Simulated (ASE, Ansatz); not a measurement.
# Lattice constant of the random fcc alloy Cu60Pd40 by density functional, numerical settings and supercell

Before a series of Cu–Pd alloys is calculated, it must be decided whether effort should go into the functional, the cutoff and k-mesh, or the supercell. The lattice constant matters because Cu–Pd alloys serve as hydrogen-separating membranes and as catalysts, where it fixes the misfit to a support and the spacing of surface atoms. Calculated here is the mean lattice constant a of the disordered fcc alloy; the ordered CsCl-type phase that forms near this composition on cooling is not covered. Shifts are counted from the PBE result for the 48-atom cell at 420 eV and a 4×4×3 mesh, 3.7717 Å. Measured values, which include the thermal expansion missing from these static cells, are set beside the computed ones further on.

## Method

Main cell: 2x2x3 conventional cells of the Cu type (48 atoms: 29 Cu, 19 Pd); Cu/Pd share their sites, the best of 600 random draws by like-pair counts in two shells; start lattice by linear mixing of the end members' cells; atoms moved at random by 0.02 Å. In each row cell and atoms were relaxed at the level named; rows of the 48-atom cell that change cutoff, mesh or potentials, and some that change the functional, start from a cell relaxed at another level or with other settings. Ansatz 0.2.0: Kohn-Sham DFT, PAW potentials, plane waves, Methfessel-Paxton smearing of 0.15 eV, no spin polarisation, spin-orbit coupling only where named. The two machine-learned potentials ran through ASE 3.29. Hardware of the DFT runs: 1 GB200 GPU with 32 threads of Arm Neoverse V2.

Notes on method and selection:

- A finite supercell with one arrangement stands for the random alloy; its composition is rounded to whole atoms.
- The lattice is static: no zero-point motion and no thermal expansion, which in most solids lengthen room-temperature lattice constants by a few tenths of a per cent.
- Runs that didn't converge or were made unsound on purpose aren't shown.
- Times come from hosts shared with other jobs and are rough; they include the analyses that each run asked for.
- But for rows that name other potentials, all functionals use one PAW set, generated with PBE; the run remakes the frozen core for its functional but keeps PBE's partial waves, which adds an error of its own under other functionals.
- D3(BJ) is the two-body form unless a three-body term is named.
- Runs that did not converge, have known faults or may not be shown are not listed, and runs on Ansatz's PAW sets soft_1 and soft_2 are kept to separate tables.

Columns:

- residual pressure (GPa): pressure left in the cell at the end of the relaxation.
- atoms: atoms in the cell.
- cell: composition of the cell.
- cutoff (eV): plane-wave cutoff.
- k-mesh: k-point mesh.
- a (Å): lattice constant a of the mean conventional cell.
- wall time (s): wall time of the whole run (relaxations start from unlike geometries and take unlike numbers of steps).

Input lines of one member:

```
kpoints:
  mp_grid: { grid: [4, 4, 3], shift: [0.5, 0.5, 0.0] }
hamiltonian:
  xc: pbe
scf:
  occupations: { method: methfessel_paxton, width: 0.15 }
relax:
  f_tol: 0.02
  max_steps: 45
  cell: { stress_tol: 0.1 }
```

Command (options for logging and memory left out): `ansatz run input.yaml --threads 32 --backend cuda`

## The series

| member | residual pressure (GPa) | atoms | cell | cutoff (eV) | k-mesh | a (Å) | wall time (s) | remark |
| --- | --- | --- | --- | --- | --- | --- | --- | --- |
| LDA | 0.01 | 48 | Cu29Pd19 | 420 | 4×4×3 | 3.6647 | 22 |  |
| PBE | −0.04 | 48 | Cu29Pd19 | 420 | 4×4×3 | 3.7717 | 19 |  |
| LDA, small cell | 0.00 | 16 | Cu5Pd3 | 420 | 8×4×4 | 3.6574 | 12 |  |
| PBE, lower cutoff | −0.03 | 48 | Cu29Pd19 | 350 | 4×4×3 | 3.7717 | 7.4 | restarted from the PBE cell, which hardly moved: the change lies under the tolerance of the relaxation |
| CHGNet 0.3.0 | −0.03 | 48 | Cu29Pd19 | – | – | 3.7685 | – |  |
| PBE, more k-points | −0.02 | 48 | Cu29Pd19 | 420 | 5×5×4 | ? | 19 |  |
| PBE, harder potentials | 0.00 | 48 | Cu29Pd19 | 700 | 4×4×3 | 3.7710 | 21 |  |
| PBE+D3(BJ) | 0.05 | 48 | Cu29Pd19 | 420 | 4×4×3 | 3.7119 | 26 |  |
| PBE, small cell | −0.02 | 16 | Cu5Pd3 | 420 | 8×4×4 | 3.7646 | 10 |  |
| PBE, fewer k-points | 0.02 | 48 | Cu29Pd19 | 420 | 3×3×2 | 3.7718 | 7.9 |  |
| PBEsol | −0.04 | 48 | Cu29Pd19 | 420 | 4×4×3 | 3.7057 | 20 |  |
| r2SCAN | 0.04 | 48 | Cu29Pd19 | 500 | 4×4×3 | 3.7265 | 23 |  |
| MACE-MP-0b2 small | 0.00 | 48 | Cu29Pd19 | – | – | 3.7661 | – |  |
| PBE, larger cell | −0.05 | 128 | Cu77Pd51 | 420 | 4×2×2 | 3.7726 | 43 |  |
| PBE, lowest cutoff | 0.09 | 48 | Cu29Pd19 | 300 | 4×4×3 | 3.7778 | 30 |  |
| PBE, higher cutoff | −0.08 | 48 | Cu29Pd19 | 520 | 4×4×3 | 3.7717 | 11 | restarted from the PBE cell, which hardly moved: the change lies under the tolerance of the relaxation |
| PBE, second arrangement | −0.04 | 48 | Cu29Pd19 | 420 | 4×4×3 | 3.7728 | 18 |  |

Cells marked ? are withheld until the estimate has been made.

## What drives the series

The functional dominates. In the 48-atom cell a rises from LDA (3.6647 Å) through PBEsol, PBE+D3(BJ) and r2SCAN to PBE, a span of 3.7717 − 3.6647 = 0.1070 Å, or 2.9 % of the LDA value. LDA binds metals too strongly. PBE's gradient correction favours uneven densities, which weakens the bonds and lengthens them. PBEsol has a weaker gradient term in exchange and lies 0.0660 Å below PBE. D3(BJ) adds a pairwise attraction to PBE and shortens a by 0.0598 Å. r2SCAN ran at 500 eV and the other functionals at 420 eV, a difference that should matter little here. The PBE partial waves kept in the potentials add an error of unknown size to the LDA, PBEsol and r2SCAN values. The two machine-learned potentials, trained largely on PBE-type data, fall within 0.006 Å of PBE.

Settings matter far less. The coarser 3×3×2 mesh shifts a by 0.0001 Å and the harder potentials at 700 eV by −0.0007 Å. Only the 300 eV cutoff, which like 350 eV lies below the recommended one, gives a clear change, +0.0061 Å; an incomplete basis is the likely cause. The equal values at 350 and 520 eV come from restarts that hardly moved, so they show agreement within the stress tolerance and not to the last digit.

A second arrangement of the atoms changes a by 0.0011 Å and the 128-atom cell by 0.0009 Å, so no size effect stands out from the effect of arrangement. The 16-atom cell is shorter by 0.0071 Å in PBE and 0.0073 Å in LDA. Its Pd fraction is 3/8 = 0.375 against 19/48 = 0.396, and fewer of the larger Pd atoms should indeed shorten a; its few sites and unequal axes may contribute. The step from LDA to PBE is nearly the same in both cells, 0.1072 and 0.1070 Å, so a small cell suffices for comparing these two functionals.

## A prediction

Plain estimates from the members shown:

- PBE, more k-points, mean of the 16 members shown: 3.7467 Å, standard deviation 0.039

The mean of the members shown, 3.7467 Å, mixes functionals and is of no use for a row that differs from the PBE row only in its mesh. The better starting point is the PBE row itself, with the same 48-atom composition, cutoff and functional.

A denser mesh should change little. The smearing of 0.15 eV smooths the occupations at the Fermi level, and the large cell already has a small Brillouin zone. The same route can be tried on the 3×3×2 row: taking over the PBE value predicts 3.7717 Å, and the row gives 3.7718 Å. Going from 4×4×3 to 5×5×4 should matter no more than that, so no shift is applied.

What remains is mainly the point at which the relaxation stops. The stress tolerance is 0.1 GPa. With a bulk modulus of roughly 150 GPa, a usual size for such metals, and Δa = a·Δp/(3B), this allows 3.77 × 0.1 / (3 × 150) = 0.0008 Å either way. If the end point may fall anywhere in that range with equal chance, the standard deviation is 0.0008 / √3 = 0.0005 Å. The miss of 0.0001 Å on the coarser mesh lies well inside it.

**Committed estimate, PBE, more k-points: a = 3.7717 ± 0.0005 Å.**

## The withheld result

| member | residual pressure (GPa) | atoms | cell | cutoff (eV) | k-mesh | a (Å) | wall time (s) |
| --- | --- | --- | --- | --- | --- | --- | --- |
| PBE, more k-points | −0.02 | 48 | Cu29Pd19 | 420 | 5×5×4 | 3.7721 | 19 |

| member | estimate | a (Å) | computed | estimate − computed | miss in error bars |
| --- | --- | --- | --- | --- | --- |
| PBE, more k-points | committed | 3.7717 | 3.7721 | −0.0004 | 0.8 |
| PBE, more k-points | mean | 3.7467 | 3.7721 | −0.0254 |  |

The estimate of 3.7717 Å lies 0.0004 Å below the computed 3.7721 Å. That is 0.8 error bars, so inside, and far closer than the mean of the members shown, which misses by 0.0254 Å.

Taking over the PBE value was sound, but the claim that the denser mesh would matter no more than the coarser one's 0.0001 Å failed. That close agreement was partly an accident of where the relaxations stopped. The PBE cell ended at −0.04 GPa, slightly stretched, and the 3×3×2 cell at +0.02 GPa, slightly compressed. With the rough bulk modulus used before, bringing both to zero pressure adds 3.77 × 0.06 / (3 × 150) = 0.0005 Å to their difference, making it 0.0006 Å. The same correction for the 5×5×4 row adds 0.0002 Å and also gives 0.0006 Å. The mesh thus seems to have a small effect of its own, but one so close to the stress tolerance that these runs can't establish it firmly. Beside the choice of functional it is negligible.

## Members off the line

Over the whole table the two LDA rows lie lowest, at 3.6647 and 3.6574 Å, as expected from LDA's overbinding.

Among the PBE rows without dispersion, two stand apart from the 48-atom reference. The 16-atom cell is 0.0071 Å shorter. If a varies linearly with composition between Cu and Pd, the lower Pd content explains most of this. The small remainder can't be assigned: the few atoms repeat as an ordered pattern, and in the 48-atom cell a second arrangement alone moves a by 0.0011 Å. Before the estimate I named unequal axes as a possible contribution of the small cell, but they are not peculiar to it. The 48-atom reference also relaxes to three unequal axes, though they differ less, and a is a mean in both cells.

The 300 eV row is 0.0061 Å longer, and its residual pressure of +0.09 GPa means that full relaxation would lengthen it slightly more. The cutoff is below the recommended one, so a numerical error is the likeliest reason. It is not the familiar Pulay stress of a small basis, which would normally shorten the cell. Poorly described d states and projectors near the nuclei are a possible cause.

## Checking against experiment

| member | quantity | measured | computed | computed − measured | conditions | source |
| --- | --- | --- | --- | --- | --- | --- |
| PBE | a (Å) | 3.739 ± 0.001 | 3.7717 | +0.0327 (+0.9 %) | Chemically disordered solid solution; filed powder with about 30 nm crystallites and structural defects | [1] |

Sources:

[1] "Order-Induced Selectivity Increase of Cu60Pd40 in the Semi-Hydrogenation of Acetylene" (2013, PubMed Central 5521289)

PBE lies 0.0327 Å, or 0.9 %, above the measured 3.739 Å. In the 48-atom cell the four other DFT levels lie below the same value: r2SCAN by 3.739 − 3.7265 = 0.0125 Å, PBE+D3(BJ) by 3.739 − 3.7119 = 0.0271 Å, PBEsol by 3.739 − 3.7057 = 0.0333 Å and LDA by 3.739 − 3.6647 = 0.0743 Å. r2SCAN is thus nearest and LDA farthest.

Thermal expansion and zero-point motion would lengthen the computed cells, in most solids by a few tenths of a per cent at room temperature. That would widen the gap for PBE and narrow it for LDA, PBEsol and PBE+D3(BJ). The gap of r2SCAN, 0.0125 Å, is itself only a few tenths of a per cent of a, so r2SCAN would come close to the measurement and might pass it. PBE's excess fits its known tendency to make the lattices of late transition metals too long.

The measurement comes from a single filed powder with small crystallites and structural defects, and its temperature is not given in the table. Residual strain, stacking faults or a slight deviation in composition could shift its lattice constant, so the small remainder for r2SCAN should not be read as an error of known sign. With one composition measured, the change of a with Pd content is not tested.

## Time and accuracy

The 128-atom cell took 43 s against 19 s for the 48-atom cell, a factor of 43 / 19 = 2.3. It moved a by 0.0009 Å, no more than a second arrangement of the 48-atom cell does, and its slightly higher Pd fraction, 51/128 = 0.398 against 0.396, should account for part of that. For the lattice constant alone the larger cell thus buys little. The 5×5×4 mesh took 19 s against 7.9 s for 3×3×2, a factor of 2.4, for a change of 0.0003 Å. It got there in fewer self-consistency iterations, so for equal work the denser mesh costs more than that factor. Among the functionals the times in the 48-atom cell run only from 19 to 26 s. Unlike starting cells and r2SCAN's higher cutoff blur the comparison, but at such short times cost is no reason to prefer one. The run at the lowest cutoff took 30 s, although it started from the relaxed PBE cell. It needed more relaxation steps and more self-consistency iterations than the PBE run, which is enough to explain the longer time. A lower cutoff thus doesn't guarantee a shorter relaxation.

## Conclusions and limits

For this alloy the functional decides the lattice constant: LDA and PBE differ by 0.1070 Å, whereas the mesh and the arrangement of atoms change the PBE value by about 0.001 Å or less. Another PBE run of the 48-atom cell at 420 eV can be estimated to about that accuracy. A new functional cannot be estimated this way and must be run.

For surface models, the mean spacing of neighbouring atoms is a/√2: 3.7717 / 1.4142 = 2.667 Å in PBE and 3.7265 / 1.4142 = 2.635 Å in r2SCAN. A slab built on the PBE cell but calculated with r2SCAN would be stretched in its plane by 3.7717 / 3.7265 − 1 = 1.2 %, so the lattice constant should come from the functional used for the slab. These are mean values: the relaxed 48-atom cell is not quite cubic, and its axes differ among themselves by more than PBE and r2SCAN differ in a. A slab meant to stand for the random alloy should therefore be built on the mean a, not on one face of that cell.

Thermal expansion and zero-point motion are left out. At a few tenths of a per cent of a they clearly outweigh the mesh and arrangement effects of about 0.001 Å or less, but not the spread of 2.9 % among functionals.

[Logs are printed without paths, hosts, clocks, repeated set-up lines and the standing remarks that a program may print on its own settings, such as how far it seeks lower states.]
